The phonon frequencies of CdTe at one point on the boundary of the Brillouin zone can guide a forecast at another. All six modes are known at L (phonon q row 1), but only the lowest two at W (phonon q row 2). Where do the other four lie?

Harmonic phonon frequencies of zinc-blende CdTe from ABINIT 10.8.3, with the LDA functional, HGH pseudopotentials (2 valence electrons for Cd, 6 for Te), a 299.3 eV plane-wave cutoff and a shifted 4×4×4 k mesh. The structure was used as given, without relaxation. Phonon q row 1 is L (0.5, 0.5, 0.5) and row 2 is W (0.5, 0.25, 0.75), in reciprocal-lattice coordinates.

```
row  phonon q row (row)  phonon frequency (cm⁻¹)
  1                   1                    46.00
  2                   1                    46.00
  3                   1                   111.00
  4                   1                   117.60
  5                   1                   117.60
  6                   1                   119.00
  7                   2                    62.10
  8                   2                    71.40
  9                   ?                        ?
 10                   ?                        ?
 11                   ?                        ?
 12                   ?                        ?
```

Take first the stiffness that an atom feels when it is displaced and all others are held. If it comes only from springs to the four unlike neighbours, it is the same in every direction, and the same for Cd and Te, since each spring pulls equally on both ends. Call it k. The squared frequencies at any wave vector then add up to 3 × [k/M(Cd) + k/M(Te)], where M is the atomic mass. Coulomb forces between point ions shift stiffness from one direction to another but leave this total unchanged, so the sum at L can be carried over to W.

Symmetry then sorts the modes at W. The crystal has a fourfold rotation-reflection axis there, and each atom can move along it or circle round it in either sense. Cd moving along the axis couples only to Te circling in one sense, and Te along the axis only to Cd circling in one sense. Each of these pairs gives a low and a high mode. Two modes remain in which one kind of atom circles while the other stands still.

In the spring picture each coupled pair takes one third of the total, and so do the two single-atom modes together. The squared frequencies at L add up to 58374 cm⁻², so a third is 19458 cm⁻². If ω is the frequency, the upper partner of the 62.1 cm⁻¹ mode follows by subtraction:

ω² = 19458 − 62.1² ≈ 15602 cm⁻², so ω ≈ 124.9 cm⁻¹

The other low mode gives 119.8 cm⁻¹ in the same way. The single-atom modes share their third in inverse proportion to mass, which puts Te at 95.5 and Cd at 101.7 cm⁻¹.

The known rows also warn that these springs are not the whole story. By themselves they would give the longitudinal and the transverse pair at L the same sum of squares, yet the longitudinal sum is 1.66 times as large. They would also make the two low modes at W coincide, and at zero frequency unless the springs resist sideways motion as well as stretching. Forces of longer range must therefore matter, including those between like atoms.

Such forces should raise the single-atom modes. While an atom circles, its four nearest like neighbours in the plane of motion move in antiphase to it, which strains any spring between them. I add 3 cm⁻¹ to both modes for this, a judged amount. The forecasts are 98.5 cm⁻¹ for row 9 (Te alone), 104.7 for row 10 (Cd alone), 119.8 for row 11 and 124.9 for row 12, each with a judged range of ±6 cm⁻¹.

The withheld rows as computed:

```
row  phonon q row (row)  phonon frequency (cm⁻¹)
  9                   2                   105.10
 10                   2                   106.90
 11                   2                   114.30
 12                   2                   124.50
```

Three of the four values fall within their ranges. Rows 10 and 12 are close, row 11 is only just inside, and row 9 lies 6.6 cm⁻¹ above its forecast, just outside. The typical (rms) miss is 4.5 cm⁻¹, against 6.9 cm⁻¹ if the upper four frequencies at L are simply copied to W. Without the judged shift the forecast's rms miss would have been 6.1 cm⁻¹, so most of this modest gain comes from the shift and little from the sum and the symmetry. The output below lists each miss.

The total was a good guide, though not an exact one: the sum of squares at W is 2.8% larger than at L. Springs between like atoms would act in this direction. Of an atom's twelve nearest like neighbours, six move with it and six against it at L; at W four move against it and eight are a quarter of a cycle out of step. Counted over all twelve, such springs are strained more at W. They cannot be the whole account, though: central springs strong enough to give the full ratio of 1.66 at L would raise the sum at W several times more than is found. Coulomb forces between like ions can stiffen the longitudinal pair at L without changing the total.

The division of the total went less well. Taken as the single-atom modes, rows 9 and 10 have a sum of squares about 15% above the third assigned to them, while the two coupled pairs together fall short of their two thirds. The shift had the right sign but was too small. Rows 9 and 10 differ by a factor of only 1.017, while the masses alone would separate the two single-atom modes by 1.065. If these rows are those modes, Te feels a larger stiffness than Cd in this motion, whichever of the two rows is Te. The run does not show why, and so small a gap may still change with a higher cutoff. Likewise, rows 11 and 12 lie about 10 cm⁻¹ apart where the forecast had 5, so the splitting of the low modes was a poor measure of the splitting of the high ones.

The sum of squares held to about 3% between these two wave vectors. One such pair does not make it a general check, and it cannot vouch for the frequencies themselves. This calculation keeps the Cd 4d electrons in the core and uses a short plane-wave cutoff, and its cell is not shown to be free of stress: the run reports a pressure of −7.3 GPa, a figure the short cutoff makes unreliable. All three points need testing before the values are compared with measured ones. Nor does the order of the frequencies tell which atom moves. Whether rows 9 and 10 really are Te and Cd circling alone is a question for the displacement patterns of the modes.

Output of the analysis:

```
Sum of squared frequencies at L (cm^-2): 58374
One third of that sum (cm^-2): 19458
Longitudinal over transverse sum of squares at L: 1.661
Upper over lower longitudinal frequency at L: 1.072
Square root of mass ratio Te/Cd: 1.065
Mean square of the two low W modes over square of low L mode: 2.116
Te alone at W before the shift (1/cm): 95.46
Cd alone at W before the shift (1/cm): 101.7
Error bar of each forecast (1/cm): 6
Forecasts for rows 9 to 12 (1/cm): 9 98.46, 10 104.7, 11 119.8, 12 124.9
Computed values for rows 9 to 12 (1/cm): 9 105.1, 10 106.9, 11 114.3, 12 124.5
Misses, forecast less computed (1/cm): 9 -6.639, 10 -2.189, 11 5.533, 12 0.4057
Rms miss of the forecasts (1/cm): 4.462
Misses of the rival that repeats L (1/cm): 9 5.9, 10 10.7, 11 3.3, 12 -5.5
Rms miss of the rival (1/cm): 6.9
Computed frequency ratio of row 10 to row 9: 1.017
Computed sum of squares at W (cm^-2): 59993
Sum of squares at W relative to L, change in percent: 2.774
```
